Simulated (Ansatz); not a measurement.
InF (SMILES [F][In]): methods side by side

InF has 2 atoms, charge 0, and is taken as a singlet. As SMILES, `[F][In]`. The shape comes from GFN2-xTB, which is rough for such elements, and wasn't checked as a minimum.

```xyz
2

F     0.0000    0.0000    0.0000
In    0.0000    0.0000    2.0255
```

Each level gives the energy change with the F1–In2 bond stretched from 2.025 to 3.038 Å (eV). The values are calculated.

```tsv
level	kind	program	value (eV)	less FCI/STO-3G
SVWN5/STO-3G (restricted)	LDA	Ansatz	4.76	+1.13
PBE0/STO-3G (restricted)	global hybrid	Ansatz	4.85	+1.22
HSE06/STO-3G (restricted)	range-separated hybrid	Ansatz	4.82	+1.19
wB97M-V/STO-3G (restricted)	range-separated hybrid	Ansatz	5.21	+1.58
wB97X/STO-3G (restricted)	range-separated hybrid	Ansatz	5.20	+1.57
B2PLYP/STO-3G (restricted)	double hybrid	Ansatz	4.70	+1.07
CCSDT/STO-3G (restricted)	coupled cluster or CI	Ansatz	3.62	-0.01
CCSDTQ/STO-3G (restricted)	coupled cluster or CI	Ansatz	3.63	0.00
FCI/STO-3G	exact in the basis	Ansatz	3.63	0.00
```

FCI/STO-3G is exact within its basis and frozen core, so for wave-function methods in that basis the difference is their error; functionals converge differently with the basis, so for them it is only a difference. All-electron rows without a relativistic Hamiltonian named are non-relativistic. The first shape isn't each level's own minimum. The values span 3.62 to 5.21 eV. All rows use very small basis sets, so even the best lies far from the true value. In the correlated wave-function rows the outer d shell of In is correlated, in sets not made for it.

Every functional makes the stretch cost more than the exact result in the same basis, by 1.07 to 1.58 eV, whereas CCSDT and CCSDTQ reproduce it to within 0.01 eV. In–F bonding is strongly polar: In(I) keeps its 5s pair and gives up most of its 5p electron to fluorine. Pulling the atoms apart costs Coulomb attraction and 5p–2p overlap, and it brings the ionic configuration closer to the one with neutral atoms. A minimal basis describes fluoride poorly, which favours the neutral configuration too early. The spread among methods therefore probably reflects how well each mixes the two configurations, which a closed-shell reference alone does badly.

The close match of CCSDT shows that connected quadruples hardly matter for this stretch within so small an orbital space; it doesn't show that they stay negligible in a larger one. Nor does the order of the functionals rank them for real InF. The energies describe a partly stretched bond, so they can't be read as dissociation energies.
